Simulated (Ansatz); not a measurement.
A series in volume scale on Mo

Results calculated with Ansatz 0.2.0, not measured. Free energy against uniform scaling of the volume at fixed shape and fractions; periodic cell, basis, potentials, k mesh and filling as listed.

The cell before it is scaled or strained (space group P6/mmm, No. 191):
```
cell vectors (Å)
   2.7355     0.0000     0.0000
  -1.3678     2.3690     0.0000
   0.0000     0.0000     2.5552
atoms (fractions of the cell vectors)
Mo  0.00000  0.00000  0.50000
```

Settings of every row: functional PBEsol; dispersion none; potentials PAW; wave cutoff 500 eV; density cutoff 2000 eV; k mesh 12x12x11; k shift 0x0x0; occupations methfessel paxton; smearing width 0.1 eV; spin none.

Limits: coarse k mesh, up to 40 meV an atom off; the cell comes from a prototype or a list of computed structures and needn't be the stable phase.

```csv
row,volume scale,V (Å³/atom),pressure (GPa),energy above lowest point (meV/atom)
1,0.94,15.565,9.83,18.8
2,0.96,15.896,4.47,4.2
3,0.98,16.228,-0.37,0
4,1,16.559,-4.73,5.3
5,1.02,16.89,-8.65,19.2
6,1.04,17.221,?,?
7,1.06,17.552,-15.35,69.3
```

Question: what pressure and energy above lowest point should row 6 give?

Worked fit of pressure. Take u = (V_r/V)^(2/3) − 1 with V_r = 16.394 Å³ an atom, which is twice the finite (Eulerian) strain; such expansions in the strain, on which the Birch-Murnaghan equation of state is built, carry the rest volume and the bulk modulus. The shown rows have u = 0.0352, 0.02078, 0.00681, -0.00665, -0.01967, -0.04448. Least squares give pressure = −2.614 + 323.74 × u + 842.1 × u² GPa; a straight line predicts inner rows, each left out in turn, worse (root mean square 0.53 against 0.0068 GPa). The rows lie off it by 0.00, -0.01, 0.00, 0.00, 0.01, 0.00. The pressure vanishes at u = 0.0079, or V = 16.2 Å³ an atom, and there the bulk modulus at fixed shape and fractions is B = −V dP/dV = (2/3)(1 + u) dP/du = 226 GPa. Letting shape and atoms relax would as a rule lower it, by much in layered, chain or molecular crystals. The withheld row has u = -0.03228, so the fit gives −2.614 + 323.74 × (-0.03228) + 842.1 × (-0.03228)² = -12.19 GPa.

The calculation gave -12.18 GPa. The fit lies 0.01 GPa (0.04 % of the column's range) below it, one unit of the last digit.

Worked fit of energy above lowest point. Take u = (V_r/V)^(2/3) − 1 with V_r = 16.394 Å³ an atom, which is twice the finite (Eulerian) strain; such expansions in the strain, on which the Birch-Murnaghan equation of state is built, carry the rest volume and the bulk modulus. The shown rows have u = 0.0352, 0.02078, 0.00681, -0.00665, -0.01967, -0.04448. Least squares give energy above lowest point = 1.55 − 399.2 × u + 25268 × u² meV/atom; a straight line predicts inner rows, each left out in turn, worse (root mean square 16 against 0.032 meV/atom). All shown rows lie on it to the printed digit. Its lowest point lies at u = 0.0079, or V = 16.2 Å³ an atom, and the curvature there gives the bulk modulus at fixed shape and fractions, B = (4/9)(1 + u)² E″(u)/V = 226 GPa. Letting shape and atoms relax would as a rule lower it, by much in layered, chain or molecular crystals. The withheld row has u = -0.03228, so the fit gives 1.55 − 399.2 × (-0.03228) + 25268 × (-0.03228)² = 40.8 meV/atom.

The calculation gave 40.8 meV/atom. The fit meets it to the printed digit.
